\section{Premises and conventions}

A photodetector responds by absorbing photons, and a cold detector has none to emit. This asymmetry decides which averages of the light field it reports. They are the normally ordered correlation functions introduced by Glauber in 1963, derived here from five premises.

(P1) \emph{Free field.} One polarisation component of the electric field is $\hat E=\hat E^{+}+\hat E^{-}$, with $\hat E^{-}=(\hat E^{+})^\dagger$ and, for $x=(\mathbf r,t)$,
\begin{equation}
\hat E^{+}(x)=\sum_k u_k(\mathbf r)\,e^{-i\omega_k t}\,\hat a_k,\qquad [\hat a_k,\hat a_l^\dagger]=\delta_{kl},\qquad [\hat a_k,\hat a_l]=0. \tag{1}
\end{equation}
The mode amplitudes $u_k$ (in V/m) include normalisation and polarisation projection. A transparent dielectric changes the $u_k$ but not the algebra. It follows that $[\hat E^{+}(x),\hat E^{+}(x')]=0$ for all $x,x'$. The light is in a state $\hat\rho$ whose spectrum is narrow compared with its centre frequency $\omega_0$, and $\langle\cdot\rangle=\mathrm{Tr}(\hat\rho\,\cdot)$.

(P2) \emph{Dipole coupling.} Absorber $j$ at $\mathbf r_j$ is small against the wavelength, and in the interaction picture $\hat H_I(t)=-\sum_j\hat d_j(t)\hat E(\mathbf r_j,t)$.

(P3) \emph{Ground state.} Each absorber starts in its ground state $|g\rangle$, taken as the zero of energy. Its excited states $|e\rangle$, of energy $\hbar\omega_e$, form a continuum, and an excitation is registered with probability $R_e$.

(P4) \emph{Independence.} Absorbers interact only with the field. The final state of the field is not observed.

(P5) \emph{Weak excitation.} The lowest non-vanishing order in $\hat H_I$ suffices.

\section{One absorber}

Let the coupling act from $t=0$ to $T$, with edges that are slow on the scale of an optical cycle. For a pure initial field state $|i\rangle$, the first-order amplitude for finding the absorber in $|e\rangle$ and the field in $|f\rangle$ is
\begin{equation}
A_{ef}=\frac{i}{\hbar}\,d_{eg}\int_0^T\!dt\,e^{i\omega_e t}\,\langle f|\hat E^{+}(\mathbf r,t)+\hat E^{-}(\mathbf r,t)|i\rangle. \tag{2}
\end{equation}
The $\hat E^{+}$ term carries the phase $e^{i(\omega_e-\omega_k)t}$, which is stationary when $\omega_e=\omega_k$, so its probability grows with $T$. The $\hat E^{-}$ term carries $e^{i(\omega_e+\omega_k)t}$ and describes excitation together with emission of a photon. Because $\omega_e>0$ by (P3), this phase is never stationary. The time integral is bounded by $2/(\omega_e+\omega_k)$, does not grow with $T$, and vanishes for smooth gate edges. The term is dropped. An absorber that started in an excited state would have resonant $\hat E^{-}$ terms and would measure a different ordering.

Define $\tilde E(\omega)=\int_0^T dt\,e^{i\omega t}\hat E^{+}(\mathbf r,t)$. Square the amplitude, sum over $f$ with $\sum_f|f\rangle\langle f|=1$ (P4), sum over $e$ with weight $R_e$, and average over the mixture $\hat\rho$:
\begin{equation}
P_1(T)=\int\!\frac{d\omega}{2\pi}\,s(\omega)\,\langle\tilde E^\dagger(\omega)\tilde E(\omega)\rangle,\qquad s(\omega)=\frac{2\pi}{\hbar^2}\sum_e R_e|d_{eg}|^2\delta(\omega-\omega_e). \tag{3}
\end{equation}
The order of the operators is forced: the amplitude contains $\hat E^{+}$ acting on $|i\rangle$, its conjugate contains $\hat E^{-}$ next to $\langle i|$. In the time domain Eq.~(3) reads
\begin{equation}
P_1(T)=\int_0^T\!dt'\!\int_0^T\!dt\,K(t-t')\,G^{(1)}(\mathbf rt';\mathbf rt),\qquad K(\tau)=\int\!\frac{d\omega}{2\pi}\,s(\omega)e^{i\omega\tau}, \tag{4}
\end{equation}
with $G^{(1)}(x';x)=\langle\hat E^{-}(x')\hat E^{+}(x)\rangle$. For stationary light, $G^{(1)}=\int d\omega\,S(\omega)e^{-i\omega(t-t')}$, and for long $T$ the rate is the spectral overlap $\int d\omega\,s(\omega)S(\omega)$.

An absorber is \emph{broadband} if $s(\omega)$ is a constant $s$ over all frequencies present in the gated field. In Eq.~(3) $s(\omega)$ is sampled only there, so it may be replaced by $s$ everywhere. Then $K(\tau)=s\,\delta(\tau)$ and
\begin{equation}
w_1(x)=\frac{dP_1}{dT}=s\,G^{(1)}(x;x),\qquad x=(\mathbf r,T). \tag{5}
\end{equation}
The rate vanishes in the vacuum, since $\hat E^{+}|0\rangle=0$, although $\langle\hat E^2\rangle$ does not.

\section{Joint rate of $n$ absorbers}

All $n$ absorbers must leave their ground states, and each factor of $\hat H_I$ acts on one absorber, so the lowest order is $n$ and each absorber appears exactly once, through its raising part $\hat D_j(t)=\sum_e d_{eg}e^{i\omega_e t}|e_j\rangle\langle g_j|$. Each such factor is resonant only with $\hat E^{+}$, by the argument of the last section. The $n$th term of the Dyson series is therefore
\begin{equation}
\hat U^{(n)}=\Big(\frac{i}{\hbar}\Big)^{n}\!\!\int\limits_{T>\tau_n>\dots>\tau_1>0}\!\!d^n\tau\;\hat V(\tau_n)\cdots\hat V(\tau_1),\qquad \hat V(\tau)=\sum_j\hat D_j(\tau)\hat E^{+}(\mathbf r_j,\tau). \tag{6}
\end{equation}
Multiplying out and keeping the products in which every $j$ occurs once leaves $n!$ terms, one for each order in which the absorbers fire. In each term, rename the time at which absorber $j$ fires as $t_j$. The $\hat D_j$ of different absorbers commute (P4) and the $\hat E^{+}$ commute (P1), so all $n!$ terms have the same integrand. They differ only in the region of integration, each covering one ordering of $t_1,\dots,t_n$, and the $n!$ regions together fill the cube $0<t_j<T$ once. The amplitude is a product of unrestricted integrals:
\begin{equation}
A=\Big(\frac{i}{\hbar}\Big)^{n}\prod_{j=1}^n\Big[d_{e_jg}\int_0^{T_j}\!dt_j\,e^{i\omega_{e_j}t_j}\Big]\langle f|\hat E^{+}(x_n)\cdots\hat E^{+}(x_1)|i\rangle. \tag{7}
\end{equation}
Each absorber has been given its own closing time $T_j$, which only multiplies $\hat D_j$ by a gate function. Squaring and summing over $f$ and all $e_j$ as before gives one kernel $K_j(t_j-t_j')$ per absorber, multiplying
\begin{equation}
G^{(n)}(x_1',\dots,x_n';x_n,\dots,x_1)=\langle\hat E^{-}(x_1')\cdots\hat E^{-}(x_n')\,\hat E^{+}(x_n)\cdots\hat E^{+}(x_1)\rangle. \tag{8}
\end{equation}
For broadband absorbers $K_j=s_j\delta(t_j-t_j')$ sets $x_j'=x_j$. Differentiating once with respect to each $T_j$ gives the probability per (unit time)$^n$ that absorber 1 fires at $t_1$, absorber 2 at $t_2$, and so on:
\begin{equation}
w_n(x_1,\dots,x_n)=s_1\cdots s_n\,G^{(n)}(x_1,\dots,x_n;x_n,\dots,x_1). \tag{9}
\end{equation}
This is non-negative, being of the form $\langle\hat B^\dagger\hat B\rangle$. The sensitivities cancel in the normalised function
\begin{equation}
g^{(n)}(x_1,\dots,x_n)=\frac{G^{(n)}(x_1,\dots,x_n;x_n,\dots,x_1)}{\prod_jG^{(1)}(x_j;x_j)}=\frac{w_n}{\prod_j w_1(x_j)}, \tag{10}
\end{equation}
the ratio of true to accidental coincidences. A window or attenuator of amplitude transmission $t_a$ turns $\hat E^{+}$ into $t_a\hat E^{+}$ plus annihilation operators of unoccupied modes. These act on their vacuum and give zero in Eq.~(8), so $G^{(n)}$ scales as $|t_a|^{2n}$ and $g^{(n)}$ is unchanged.

\section{Coherent, thermal and Fock states}

A multimode coherent state obeys $\hat a_k|\{\alpha\}\rangle=\alpha_k|\{\alpha\}\rangle$, hence $\hat E^{+}(x)|\{\alpha\}\rangle=\mathcal E(x)|\{\alpha\}\rangle$ with the classical amplitude $\mathcal E(x)=\sum_ku_k\alpha_ke^{-i\omega_kt}$. In Eq.~(8) every $\hat E^{+}$ acts in turn on the ket and every $\hat E^{-}$ on the bra, so for all $n$
\begin{equation}
G^{(n)}=\mathcal E^*(x_1')\cdots\mathcal E^*(x_n')\,\mathcal E(x_n)\cdots\mathcal E(x_1), \tag{11}
\end{equation}
and $g^{(n)}=1$: detection events are statistically independent. A mixture of coherent states that differ only in phase also has $g^{(n)}=1$, because Eq.~(10) involves only $|\mathcal E(x_j)|^2$. This describes an ideal amplitude-stable laser with a wandering phase.

If a single mode is occupied, the other modes contribute nothing to a normally ordered average, $\hat E^{+}\to u(\mathbf r)e^{-i\omega t}\hat a$, and the factors $|u(\mathbf r_j)|^2$ cancel in Eq.~(10). Repeated use of $\hat a|m\rangle=\sqrt m\,|m-1\rangle$ gives $\hat a^n|m\rangle=\sqrt{m!/(m-n)!}\,|m-n\rangle$ for $m\ge n$ and zero otherwise. The operator $\hat a^{\dagger n}\hat a^n$ is thus diagonal in the photon number, and with the number distribution $p_m$
\begin{equation}
g^{(n)}=\frac{\langle\hat a^{\dagger n}\hat a^n\rangle}{\langle\hat a^\dagger\hat a\rangle^n},\qquad\langle\hat a^{\dagger n}\hat a^n\rangle=\sum_{m\ge n}p_m\frac{m!}{(m-n)!}. \tag{12}
\end{equation}
Normal ordering counts ordered ways of removing $n$ photons without replacement.

\emph{Coherent state.} $p_m=e^{-\bar n}\bar n^m/m!$. The sum is $\bar n^n e^{-\bar n}\sum_{m\ge n}\bar n^{m-n}/(m-n)!=\bar n^n$, so $g^{(n)}=1$.

\emph{Thermal state.} $p_m=(1-q)q^m$ with $q=\bar n/(1+\bar n)$. Differentiating $\sum_mq^m=1/(1-q)$ $n$ times and multiplying by $q^n$ gives $\sum_mq^m\,m!/(m-n)!=n!\,q^n/(1-q)^{n+1}$. Since $q/(1-q)=\bar n$, the moment is $n!\,\bar n^n$ and $g^{(n)}=n!$, that is 2 for pairs and 6 for triples, at any $\bar n$.

\emph{Fock state.} $p_m=\delta_{mN}$ gives $g^{(n)}=N!/[(N-n)!\,N^n]$ for $n\le N$ and zero for $n>N$. For $N=10$, $g^{(2)}=0.9$ and $g^{(3)}=0.72$. In general $g^{(2)}=1-1/N$. A classical fluctuating intensity has $\overline{I^2}\ge\bar I^2$, so such values have no classical counterpart.

\section{Broadband chaotic light}

Chaotic light is modelled as a product of thermal states with occupations $\bar n_k$. The average $\langle\hat a_k^\dagger\hat a_l^\dagger\hat a_p\hat a_r\rangle$ vanishes unless the photons removed are put back into the same modes. For $k\ne l$ it is then $\bar n_k\bar n_l$, and for $k=l=p=r$ it is $2\bar n_k^2$ by the single-mode result. Both cases are contained in
\begin{equation}
\langle\hat a_k^\dagger\hat a_l^\dagger\hat a_p\hat a_r\rangle=\bar n_k\bar n_l\,(\delta_{kr}\delta_{lp}+\delta_{kp}\delta_{lr}). \tag{13}
\end{equation}
Inserting this in Eq.~(8) gives $G^{(2)}=G^{(1)}(x_1;x_1)G^{(1)}(x_2;x_2)+|G^{(1)}(x_1;x_2)|^2$. At one position and delay $\tau$,
\begin{equation}
g^{(2)}(\tau)=1+|g^{(1)}(\tau)|^2,\qquad g^{(1)}(\tau)=\frac{\int d\omega\,S(\omega)e^{-i\omega\tau}}{\int d\omega\,S(\omega)}, \tag{14}
\end{equation}
with $S(\omega)=\sum_k|u_k|^2\bar n_k\delta(\omega-\omega_k)$. The excess lasts for the coherence time $\tau_c=\int_{-\infty}^{\infty}|g^{(1)}|^2d\tau$. A flat spectrum of width $\Delta\nu$ has $|g^{(1)}|=|\sin(\pi\Delta\nu\tau)/(\pi\Delta\nu\tau)|$ and $\tau_c=1/\Delta\nu$. Timing electronics that accept any two events within a window $T_R\gg\tau_c$ average Eq.~(14) over both times and report only $1+\tau_c/T_R$.

At coinciding points the value $n!$ survives for any number of modes. For one thermal mode only terms with equal powers of $\hat a^\dagger$ and $\hat a$ contribute, and $\langle e^{\lambda\hat a^\dagger}e^{-\lambda^*\hat a}\rangle=\sum_n(-|\lambda|^2)^n\,n!\,\bar n^n/(n!)^2=e^{-|\lambda|^2\bar n}$. Independent modes multiply, so $\langle e^{\lambda\hat E^{-}}e^{-\lambda^*\hat E^{+}}\rangle=\exp[-|\lambda|^2G^{(1)}(x;x)]$. Comparing powers of $|\lambda|^2$ gives $G^{(n)}(x,\dots,x)=n!\,[G^{(1)}(x;x)]^n$. These are the moments of an exponential distribution $\bar I^{-1}e^{-I/\bar I}$ of the instantaneous intensity.

\section{Two-photon absorption as a coincidence detector}

In two-photon absorption one absorber takes both photons through non-resonant intermediate states $|m\rangle$. Equation (9) does not cover this case, and the rate needs its own derivation, of the kind given by Mollow in 1968. In second order, with only $\hat E^{+}$ terms able to reach a final state near $2\omega_0$,
\begin{equation}
A_{ef}=\Big(\frac{i}{\hbar}\Big)^2\sum_md_{em}d_{mg}\int\!dt_2\!\int^{t_2}\!dt_1\,e^{i(\omega_e-\omega_m)t_2}e^{i\omega_mt_1}\langle f|\hat E^{+}(t_2)\hat E^{+}(t_1)|i\rangle. \tag{15}
\end{equation}
Insert Eq.~(1), with mode $l$ at $t_1$ and mode $k$ at $t_2$. The inner integrand is $e^{i(\omega_m-\omega_l)t_1}$. If the light is turned on slowly compared with $1/|\omega_m-\omega_l|$, the lower limit contributes nothing and the integral is $e^{i(\omega_m-\omega_l)t_2}/[i(\omega_m-\omega_l)]$. Because $\hat a_k\hat a_l=\hat a_l\hat a_k$, only the part symmetric in $k,l$ survives the double sum:
\begin{equation}
A_{ef}=i\sum_{kl}M_e(\omega_k,\omega_l)\,u_ku_l\,\langle f|\hat a_k\hat a_l|i\rangle\int_0^T\!dt\,e^{i(\omega_e-\omega_k-\omega_l)t}, \tag{16}
\end{equation}
\begin{equation}
M_e(\omega,\omega')=\frac{1}{2\hbar^2}\sum_md_{em}d_{mg}\Big[\frac{1}{\omega_m-\omega}+\frac{1}{\omega_m-\omega'}\Big]. \tag{17}
\end{equation}
In a crystal the coupling is written with the momentum operator and the vector potential, $\hat A^{+}=\hat E^{+}/(i\omega)$ mode by mode. This changes the matrix elements and adds factors $1/\omega$, and leaves $M_e$ symmetric.

If the bandwidth of the light is small against every detuning $\omega_m-\omega_0$, then $M_e\approx M_e(\omega_0,\omega_0)$ leaves the sum and $A_{ef}=iM_e\int_0^Tdt\,e^{i\omega_et}\langle f|[\hat E^{+}(t)]^2|i\rangle$. This is the resonant part of Eq.~(2) with $d_{eg}/\hbar\to M_e$ and $\hat E^{+}\to(\hat E^{+})^2$. Define, with $R_e=1$,
\begin{equation}
s_2(\omega,\omega')=2\pi\sum_e|M_e(\omega,\omega')|^2\delta(\omega+\omega'-\omega_e). \tag{18}
\end{equation}
If $s_2$ is also flat over the band of sum frequencies, the steps from Eq.~(3) to Eq.~(5) give
\begin{equation}
w_{2\gamma}=s_2(\omega_0,\omega_0)\,G^{(2)}(x,x;x,x)=s_2(\omega_0,\omega_0)\,g^{(2)}(0)\,[G^{(1)}(x;x)]^2. \tag{19}
\end{equation}
The absorber is a coincidence gate whose width is set by the inverse detuning, independent of the speed of the readout. For chaotic light the two flatness conditions can be lifted. Square Eq.~(16), sum over $f$, and apply Eq.~(13). The two pairings are equal because $M_e$ is symmetric, and the squared time integral tends to $2\pi T\delta(\omega_e-\omega_k-\omega_l)$, so
\begin{equation}
w_{2\gamma}^{\rm ch}=2\int\!d\omega\!\int\!d\omega'\,S(\omega)S(\omega')\,s_2(\omega,\omega'). \tag{20}
\end{equation}
The factor 2 is exact in this order. Finite bandwidth only replaces $s_2(\omega_0,\omega_0)$ by its spectral average.

The engineering coefficient $\beta$ (cm/GW) is defined for steady monochromatic laser light by $dI/dz=-\beta I^2$, where $I=2n_r\varepsilon_0c\,G^{(1)}$ for a plane wave in a medium of index $n_r$. Each event removes the energy $2\hbar\omega_0$ and creates one electron--hole pair, so Eq.~(19) gives the generation rate per volume at local mean intensity $\bar I$,
\begin{equation}
U=g^{(2)}(0)\,\frac{\beta\bar I^2}{2\hbar\omega_0}. \tag{21}
\end{equation}

\section{Range of validity}

\emph{Saturation.} Corrections to Eq.~(9) are of relative size $w_1T$, the probability that an absorber has already fired. Dead time and counting over long windows lie outside the result.

\emph{Sources.} The commutation in (P1) holds for freely propagating light. If the field is expressed through operators of a driven emitter, these need not commute at different times, and Eq.~(8) must also be time ordered, with the latest times innermost. Light re-emitted by one absorber towards another is neglected.

\emph{Polarisation.} The factor 2 holds for one fixed polarisation. Two independent chaotic polarisations of equal strength give $g^{(2)}(0)=1.5$ for the total intensity, but $\beta$ itself depends on the polarisation state and crystal orientation, so the rate for unpolarised light needs the full tensor form of $M_e$. Many spatial modes do not reduce the factor, because Eq.~(19) is local.

\emph{Real intermediate states.} If the first photon fills a defect level of lifetime $\tau_d$, the second arrives after a delay distributed as $e^{-\tau/\tau_d}/\tau_d$. Weighting Eq.~(14) with this gives $1+\tau_c/(2\tau_d)$ for $\tau_d\gg\tau_c$. Such a two-step path can be quadratic in power and still shows almost no bunching.

\emph{Depletion.} With many photons per coherence time and negligible dispersion over the length $L$, each intensity value propagates as $I/(1+\beta IL)$. With $\xi=\beta\bar IL$ the laser transmission is $1/(1+\xi)$, and the exponential distribution gives
\begin{equation}
\mathcal T_{\rm ch}=\int_0^\infty\!du\,\frac{u\,e^{-u}}{1+\xi u}=1-2\xi+6\xi^2-\dots, \tag{22}
\end{equation}
an asymptotic series whose coefficients are, up to sign, $g^{(2)},g^{(3)},\dots$ The ratio of absorbed powers is $2(1-2\xi+\dots)$, and the integral gives 1.72 at $\xi=0.1$. The factor 2 needs $\xi\ll1$.

\section{Illustration: a GaAs diode at 1550 nm}

The photon energy is $\hbar\omega_0=hc/\lambda=0.800$~eV. The compiled gap of GaAs at 300~K is $E_g=1.42$~eV (Wing 2021). One photon falls short by $E_g-\hbar\omega_0=0.620$~eV, and two photons, 1.600~eV, exceed the gap by $\epsilon=0.180$~eV. In the band picture every intermediate state contains an electron--hole pair of energy at least $E_g$, so the two absorptions are separated by no more than about $\hbar/(0.620~\mathrm{eV})=1.06$~fs.

As chaotic light, assume polarised amplified spontaneous emission in one spatial mode, with a flat spectrum 30~nm wide and the statistics of Eq.~(13). Then $\Delta\nu=c\Delta\lambda/\lambda^2=3.74$~THz, the energy width is $W=h\Delta\nu=15.5$~meV and $\tau_c=267$~fs. Two photodiodes with an assumed window $T_R=100$~ps would see an excess of only $\tau_c/T_R=0.003$, whereas the two-photon process resolves the full peak.

The bandwidth correction follows from Eq.~(20). The fastest variation of $s_2$ is its threshold. In a parabolic two-band model it goes as $(\hbar\omega+\hbar\omega'-E_g)^{3/2}$, from a joint density of states proportional to $k$ and an intraband matrix element whose square is proportional to $k^2$. The sum of two photon energies, each uniform over $W$, has variance $W^2/6$. Expanding to second order gives the relative change $\tfrac38(W^2/6)/\epsilon^2=W^2/(16\epsilon^2)=5\times10^{-4}$. The slower frequency factors in $M_e$ add terms of similar size and either sign, so this fixes the order of magnitude only. The correction to the factor 2 is negligible.

Take an absorbing layer of $L=2~\mu$m, a power $P=10$~mW inside the crystal, a single pass, full collection, and a Gaussian beam $\bar I(r)=I_0e^{-2r^2/w^2}$ with $w=3~\mu$m and $I_0=2P/(\pi w^2)$. With $n_r\approx\sqrt{10.88}=3.30$ from the compiled high-frequency dielectric constant (Skelton 2020), the Rayleigh range $\pi w^2n_r/\lambda$ is $60~\mu$m, so the beam does not spread over $L$. Since $\int\bar I^2dA=P^2/(\pi w^2)$, Eq.~(21) gives the photocurrent
\begin{equation}
i=g^{(2)}(0)\,\frac{e}{2\hbar\omega_0}\,\frac{\beta LP^2}{\pi w^2}. \tag{23}
\end{equation}
As input take $\beta=10$~cm/GW, chosen as a typical value for GaAs at this wavelength. Then $\pi w^2=28.3~\mu\mathrm m^2$, $I_0=70.7$~kW/cm$^2$, and the laser loses $\beta LP^2/(\pi w^2)=0.71$~nW. The model gives 0.44~nA for laser light and 0.88~nA for chaotic light of the same mean power.

The neglected effects can be sized. Depletion is absent, $\xi=\beta I_0L=1.4\times10^{-7}$. The on-axis generation rate for the laser is $2\times10^{20}$~cm$^{-3}$s$^{-1}$, and a transit time of 20~ps (typical drift velocity $10^7$~cm/s) leaves about $4\times10^{9}$~carriers/cm$^3$, too few for band filling or free-carrier absorption to matter. The beam carries $P\tau_c/\hbar\omega_0=2.1\times10^4$ photons per coherence time, so a Fock state with that many photons would fall below the coherent state of the same mode by only $1/N=5\times10^{-5}$. The serious rival is linear sub-gap absorption at defects or surfaces. If each photon so absorbed yields one collected electron, its current $e\alpha_1LP/\hbar\omega_0$ equals the laser two-photon current at $\alpha_1=\beta P/(2\pi w^2)=1.8\times10^{-4}$~cm$^{-1}$. This term is the same for both kinds of light and dilutes the ratio unless it is separated by its linear dependence on power.

The two currents are the model's and scale with the assumed $\beta$, whose typical values for GaAs near 1550~nm spread by roughly a factor of two and depend on orientation and polarisation. The ratio does not depend on $\beta$, $L$ or $w$: it is $g^{(2)}(0)=2$ for polarised chaotic light against an amplitude-stable laser of the same polarisation, beam shape and mean power.